**4d radial moments of Cs10+ to Cs18+: net charge, uniform scaling or radius-dependent screening**

The table holds <r²>, <r⁴> and <r⁶> of the open 4d shell of nine caesium ions from Dirac-Fock averages of configuration. The program converts each moment to a hydrogenic effective charge and tests three pictures: the net ionic charge, a uniform screened-hydrogenic scaling fitted to all rows, and a parameter-free first-order screening by one further 4d electron. The net charge fails in size and slope, and a linear effective charge reproduces <r²> within 0.31 % but cannot give the log-log exponents 2.21 and 3.67 of the higher moments. The first-order model has the right ordering, about 70 % of the screening, and a quarter to a third of the departure from uniform scaling. The output also gives a 10.4 % fall in the summed r² of the [Kr] core and the small-angle series of <j0> at 0.2 Å⁻¹.

Mean powers of the radius over the open 4d shell of the ions Cs10+ to Cs18+, calculated with Radial Dirac-Fock and Kohn-Sham solver 2. The method is Dirac-Fock for the average of configuration, with a finite nucleus of rms radius 4.8041 fm.

## Analysis program

```python
# Table: <r^2>, <r^4>, <r^6> of the open 4d shell of Cs10+..Cs18+, radial Dirac-Fock solver, average of configuration.
# Tested: (1) Zeff = net charge, (2) uniform screened-hydrogenic scaling, (3) radius-dependent 4d-4d screening.
T = {
    'ion': ['Cs10+', 'Cs11+', 'Cs12+', 'Cs13+', 'Cs14+', 'Cs15+', 'Cs16+', 'Cs17+', 'Cs18+'],
    'Z': [55, 55, 55, 55, 55, 55, 55, 55, 55],
    'charge': [10, 11, 12, 13, 14, 15, 16, 17, 18],  # e
    'N': [45, 44, 43, 42, 41, 40, 39, 38, 37],
    'configuration': ['[Kr] 4d9', '[Kr] 4d8', '[Kr] 4d7', '[Kr] 4d6', '[Kr] 4d5', '[Kr] 4d4', '[Kr] 4d3', '[Kr] 4d2', '[Kr] 4d1'],
    'mean_r2': [0.7314, 0.7049, 0.6804, 0.6577, 0.6365, 0.6166, 0.598, 0.5803, 0.5637],  # bohr²
    'mean_r4': [0.8352, 0.7679, 0.7092, 0.6574, 0.6114, 0.5703, 0.5333, 0.4998, 0.4694],  # bohr⁴
    'mean_r6': [1.373, 1.191, 1.042, 0.9179, 0.8137, 0.7253, 0.6496, 0.5843, 0.5276],  # bohr⁶
}
import numpy as np
from scipy.linalg import eigh_tridiagonal
from scipy.constants import physical_constants as pc
q = np.array(T['charge'], float); nd = np.array(T['N'], float) - 36; ion = T['ion']
M = {k: np.array(T['mean_r%d' % k], float) for k in (2, 4, 6)}
n, l = 4, 2
C = {0: 1.0, 1: (3*n*n - l*(l+1))/2}
for s in range(2, 7):  # Kramers recursion, Z = 1
    C[s] = n*n/(s+1)*((2*s+1)*C[s-1] - s/4*((2*l+1)**2 - s*s)*C[s-2])
Ze = {k: (C[k]/M[k])**(1/k) for k in M}
s4, s6 = M[4]/M[2]**2, M[6]/M[2]**3
h4, h6 = C[4]/C[2]**2, C[6]/C[2]**3
print("hydrogenic 4d: C2 %.0f, C4 %.0f, C6 %.4g; r4/r2^2 %.3f, r6/r2^3 %.3f" % (C[2], C[4], C[6], h4, h6))
fit = {k: np.polyfit(q, Ze[k], 1) for k in M}
e2 = 100*(C[2]/np.polyval(fit[2], q)**2/M[2] - 1)
print("ion    4d  Zeff(r2) Zeff(r4) Zeff(r6) r4/r2^2 r6/r2^3  r2 error of linear Zeff %")
for i in range(len(q)):
    print("%-6s %d   %.2f    %.2f    %.2f    %.3f   %.3f   %+.2f" % (ion[i], nd[i], Ze[2][i], Ze[4][i], Ze[6][i], s4[i], s6[i], e2[i]))
print("rounding of r2: at most %.3f %%; of r6: at most %.3f %%" % (100*5e-5/M[2].min(), 100*5e-4/M[6][2]))
f = M[2][-1]/M[2][0]
print("fall first to last row %%: r2 %.1f, r4 %.1f, r6 %.1f" % tuple(100*(1 - M[k][-1]/M[k][0]) for k in M))
print("r2 steps (bohr^2):", np.round(np.diff(M[2]), 4))
print("r2 second differences, rounding up to 0.0002:", np.round(np.diff(M[2], 2), 4))
print("model 1, Zeff = charge+1: r2 %.2f to %.2f bohr^2, fall %.1f %%" % (C[2]/(q[0]+1)**2, C[2]/(q[-1]+1)**2, 100*(1 - ((q[0]+1)/(q[-1]+1))**2)))
print("  model/table r2: %.1f (first), %.1f (last)" % (C[2]/(q[0]+1)**2/M[2][0], C[2]/(q[-1]+1)**2/M[2][-1]))
c = np.mean(Ze[2] - q); e1 = 100*(C[2]/(q+c)**2/M[2] - 1)
print("  Zeff = charge+c: c %.2f, r2 errors %+.1f %% (first) to %+.1f %% (last)" % (c, e1[0], e1[-1]))
b, a = fit[2]
print("  free prefactor: needs %.1f x C2, Zeff %.1f to %.1f, against Z = %d" % (1/b**2, q[0]+a/b, q[-1]+a/b, T['Z'][0]))
print("model 2, Zeff = %.2f + %.3f charge: worst r2 error %+.2f %% (%s)" % (a, b, e2[np.argmax(abs(e2))], ion[int(np.argmax(abs(e2)))]))
print("  local slope of Zeff(r2): %.3f (first step), %.3f (last step)" % (np.diff(Ze[2])[0], np.diff(Ze[2])[-1]))
print("  uniform scaling predicts falls %%: r4 %.1f, r6 %.1f" % (100*(1-f**2), 100*(1-f**3)))
print("  last row overestimated by %%: r4 %.1f, r6 %.1f" % (100*(s4[0]/s4[-1]-1), 100*(s6[0]/s6[-1]-1)))
x = {k: np.polyfit(np.log(M[2]), np.log(M[k]), 1)[0] for k in (4, 6)}
print("  log-log exponents vs r2: r4 %.2f (uniform 2), r6 %.2f (uniform 3)" % (x[4], x[6]))
print("  excess over hydrogenic shape %%: r4 %.1f to %.1f, r6 %.1f to %.1f" % (100*(s4[0]/h4-1), 100*(s4[-1]/h4-1), 100*(s6[0]/h6-1), 100*(s6[-1]/h6-1)))
h = 0.02; r = h*np.arange(1, 7001)
def rho(V):
    v = eigh_tridiagonal(1/h**2 + l*(l+1)/(2*r*r) - 1/r + V, -0.5/h**2*np.ones(len(r)-1), select='i', select_range=(1, 1))[1]
    return v[:, 0]**2
p0 = rho(0*r); Q = np.cumsum(p0) - p0/2
V = Q/r + (np.cumsum((p0/r)[::-1])[::-1] - p0/r/2)
lam = 0.002; pp, pm = rho(lam*V), rho(-lam*V)
sg = {k: np.log((pp@r**k)/(pm@r**k))/(2*lam*k) for k in M}
print("model 3, first-order screening by one 4d electron (grid C2 %.1f)" % (p0@r**2))
for k in M:
    print("  r%d: model screening %.3f, table slope dZeff/dcharge %.3f, ratio %.2f" % (k, sg[k], fit[k][0], sg[k]/fit[k][0]))
print("  model exponents: r4 %.2f (table %.2f), r6 %.2f (table %.2f)" % (2*sg[4]/sg[2], x[4], 3*sg[6]/sg[2], x[6]))
print("  single-exponent scaling estimate of screening: %.3f" % ((p0@(Q/r))/(p0@(1/r))))
tot = np.array([13.0197, 11.0259, 9.2756, 7.72261, 6.33365])  # further output of the same runs: all-electron sum of r^2
core = tot - (nd*M[2])[::2]
print("[Kr] core sum of r^2 (bohr^2), Cs10,12,14,16,18+:", np.round(core, 3))
print("core fall %.1f %%; share of total fall from 4d %.1f %%" % (100*(1-core[-1]/core[0]), 100*(1-(core[0]-core[-1])/(tot[0]-tot[-1]))))
k = 4*np.pi*0.2*pc['Bohr radius'][0]*1e10
j0 = lambda a2, a4, a6: 1 - k**2*a2/6 + k**4*a4/120 - k**6*a6/5040
print("<j0> series at 0.2 1/A (k %.3f 1/bohr): first row %.4f, last row %.4f" % (k, j0(M[2][0], M[4][0], M[6][0]), j0(M[2][-1], M[4][-1], M[6][-1])))
print("  last row by uniform scaling %.4f; size of r6 term %.4f, %.4f" % (j0(M[2][-1], M[4][0]*f**2, M[6][0]*f**3), k**6*M[6][0]/5040, k**6*M[6][-1]/5040))
assert all((np.diff(M[j]) < 0).all() for j in M)
assert (np.diff(s4) < 0).all() and (np.diff(s6) < 0).all() and s4.min() > h4 and s6.min() > h6
assert 0 < fit[2][0] < fit[4][0] < fit[6][0] < 1
assert x[4] > 2 and x[6] > 3
```

Printed output:

```
hydrogenic 4d: C2 504, C4 362880, C6 3.3e+08; r4/r2^2 1.429, r6/r2^3 2.577
ion    4d  Zeff(r2) Zeff(r4) Zeff(r6) r4/r2^2 r6/r2^3  r2 error of linear Zeff %
Cs10+  9   26.25    25.67    24.93    1.561   3.509   -0.31
Cs11+  8   26.74    26.22    25.53    1.545   3.400   -0.06
Cs12+  7   27.22    26.75    26.11    1.532   3.308   +0.10
Cs13+  6   27.68    27.26    26.67    1.520   3.226   +0.18
Cs14+  5   28.14    27.76    27.21    1.509   3.156   +0.19
Cs15+  4   28.59    28.24    27.73    1.500   3.094   +0.15
Cs16+  3   29.03    28.72    28.25    1.491   3.038   +0.05
Cs17+  2   29.47    29.19    28.75    1.484   2.990   -0.06
Cs18+  1   29.90    29.65    29.24    1.477   2.946   -0.23
rounding of r2: at most 0.009 %; of r6: at most 0.048 %
fall first to last row %: r2 22.9, r4 43.8, r6 61.6
r2 steps (bohr^2): [-0.0265 -0.0245 -0.0227 -0.0212 -0.0199 -0.0186 -0.0177 -0.0166]
r2 second differences, rounding up to 0.0002: [0.002  0.0018 0.0015 0.0013 0.0013 0.0009 0.0011]
model 1, Zeff = charge+1: r2 4.17 to 1.40 bohr^2, fall 66.5 %
  model/table r2: 5.7 (first), 2.5 (last)
  Zeff = charge+c: c 14.11, r2 errors +18.5 % (first) to -13.3 % (last)
  free prefactor: needs 4.8 x C2, Zeff 57.7 to 65.7, against Z = 55
model 2, Zeff = 21.74 + 0.456 charge: worst r2 error -0.31 % (Cs10+)
  local slope of Zeff(r2): 0.489 (first step), 0.431 (last step)
  uniform scaling predicts falls %: r4 40.6, r6 54.2
  last row overestimated by %: r4 5.7, r6 19.1
  log-log exponents vs r2: r4 2.21 (uniform 2), r6 3.67 (uniform 3)
  excess over hydrogenic shape %: r4 9.3 to 3.4, r6 36.1 to 14.3
model 3, first-order screening by one 4d electron (grid C2 504.0)
  r2: model screening 0.339, table slope dZeff/dcharge 0.456, ratio 0.74
  r4: model screening 0.348, table slope dZeff/dcharge 0.496, ratio 0.70
  r6: model screening 0.365, table slope dZeff/dcharge 0.537, ratio 0.68
  model exponents: r4 2.05 (table 2.21), r6 3.22 (table 3.67)
  single-exponent scaling estimate of screening: 0.341
[Kr] core sum of r^2 (bohr^2), Cs10,12,14,16,18+: [6.437 6.263 6.093 5.929 5.77 ]
core fall 10.4 %; share of total fall from 4d 90.0 %
<j0> series at 0.2 1/A (k 1.330 1/bohr): first row 0.8046, last row 0.8455
  last row by uniform scaling 0.8461; size of r6 term 0.0015, 0.0006
```
